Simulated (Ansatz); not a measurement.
## 6 guesses for Bi6Te and where they end

These are results of DFT PBE, scalar-relativistic, plane waves, PAW (Ansatz 0.2.0), not measurements. All cells share a 420 eV cutoff and Γ-centred k meshes spaced about 0.3 Å⁻¹ or finer (0.25 for metals, 2π included). No spin polarisation in the final relaxations.

Each guess was relaxed in cell and atoms at zero pressure, within the symmetry of its start. All energies are static (0 K, no zero-point motion). Coordination counts Bi atoms around Te (those within 1.25 times the shortest such distance or 1.15 times the sum of covalent radii, 1.27 where that leaves under three; a plus sign parts nearer from farther groups; the shortest distance is added where it exceeds 1.18 times the sum of covalent radii).

| guess | made from | start group | V start (Å³/atom) | end group | V end (Å³/atom) | coordination at the end | gap on mesh (eV) | E over the lowest end (meV/atom) |
| --- | --- | --- | --- | --- | --- | --- | --- | --- |
| 1 | Ti6O type | P-31m | 36.0 | ? | ? | ? | ? | ? |
| 2 | a cell proposed by chemical analogy | P-3m1 | 33.2 | P-3m1 | 35.1 | Te 6+2 | 0 | 31 |
| 3 | random cell | R-3m | 31.8 | R-3m | 36.4 | Te 6+6 | 0 | 190 |
| 4 | a cell proposed by chemical analogy | R-3m | 33.2 | R-3m | 35.0 | Te 6 | 0 | 0 |
| 5 | Zn6Mo type | Fm-3m | 33.0 | Fm-3m | 34.1 | Te 12 from 3.5 Å | 0 | 204 |
| 6 | random cell | P6/mmm | 36.2 | P6/mmm | 34.3 | Te 6 from 3.4 Å | 0 | 51 |

Guess 1 as it starts:

```cif
data_structure
_symmetry_space_group_name_H-M 'P-31m'
_symmetry_Int_Tables_number 162
_cell_length_a 6.8045
_cell_length_b 6.8045
_cell_length_c 6.2872
_cell_angle_alpha 90.000
_cell_angle_beta 90.000
_cell_angle_gamma 120.000
_cell_volume 252.10
loop_
_atom_site_label
_atom_site_type_symbol
_atom_site_symmetry_multiplicity
_atom_site_Wyckoff_symbol
_atom_site_fract_x
_atom_site_fract_y
_atom_site_fract_z
_atom_site_occupancy
Bi1 Bi 6 k 0.33300 0.00000 0.25000 1
Te1 Te 1 a 0.00000 0.00000 0.00000 1
```

**Question.** Predict the end of this guess and its energy over the lowest end.

**Answer.** It ends in space group P-31m (No. 162), with a = 6.660 Å, c = 6.287 Å, 34.5 Å³/atom and no gap; its coordination is Te 6. It lies 78 meV/atom over the lowest end, above guess 6 and below guess 3. Counting Bi atoms around Te, this end and the lowest (guess 4) both have Te 6.

```
CELL_PARAMETERS angstrom
6.65968 0.00000 0.00000
-3.32984 5.76746 0.00000
0.00000 0.00000 6.28651
ATOMIC_POSITIONS crystal
Bi 0.42948 0.00000 0.24741
Bi 0.00000 0.42948 0.24741
Bi 0.57052 0.57052 0.24741
Bi 0.00000 0.57052 0.75259
Bi 0.57052 0.00000 0.75259
Bi 0.42948 0.42948 0.75259
Te 0.00000 0.00000 0.00000
```

Energies over the elements count from the elements' standard structures at the same level, with no fitted energy shifts.

**Question.** Is the lowest end bound against the elements?

**Answer.** Too close to call: its formation energy is +0.01 eV/atom. The formation energy is too near zero to say whether this cell lies below the elements.

For metals, differences of a few meV/atom aren't resolved. Spin–orbit coupling, which can matter for Bi and Te, is left out. The reference form of Te is held partly by dispersion forces, which this level lacks. Cells relaxed within their symmetry can be saddle points; a later kick test found a lower structure for Bi6Te R-3m. A lower structure may well exist outside this small set. Some types were kept out of the candidates beforehand, so the set may lack a known form.

The two ends with twelve Bi neighbours around Te, whether equal or split 6+6, lie far above the rest, at 190 and 204 meV/atom. This fits bonding mainly through p orbitals, which favours a few directed contacts over close packing. Density doesn't set the order: guess 5 is the most compact end and also the highest in energy.

Nor does the Te count alone decide it, since guess 1 shares sixfold Te with the lowest end yet lies 78 meV/atom higher. In the Ti6O type, a small oxygen atom fills an octahedral hole in a close-packed metal. Te is too large for that role, and the relaxation pushes the surrounding Bi atoms outward. The remaining penalty probably comes from the strained Bi framework, not from the Te–Bi contacts themselves.

The near-zero formation energy suggests little gain from mixing at this composition, as expected for elements of similar electronegativity. Competition with bismuth plus a Te-richer bismuth telluride, the more demanding test of stability, remains open.
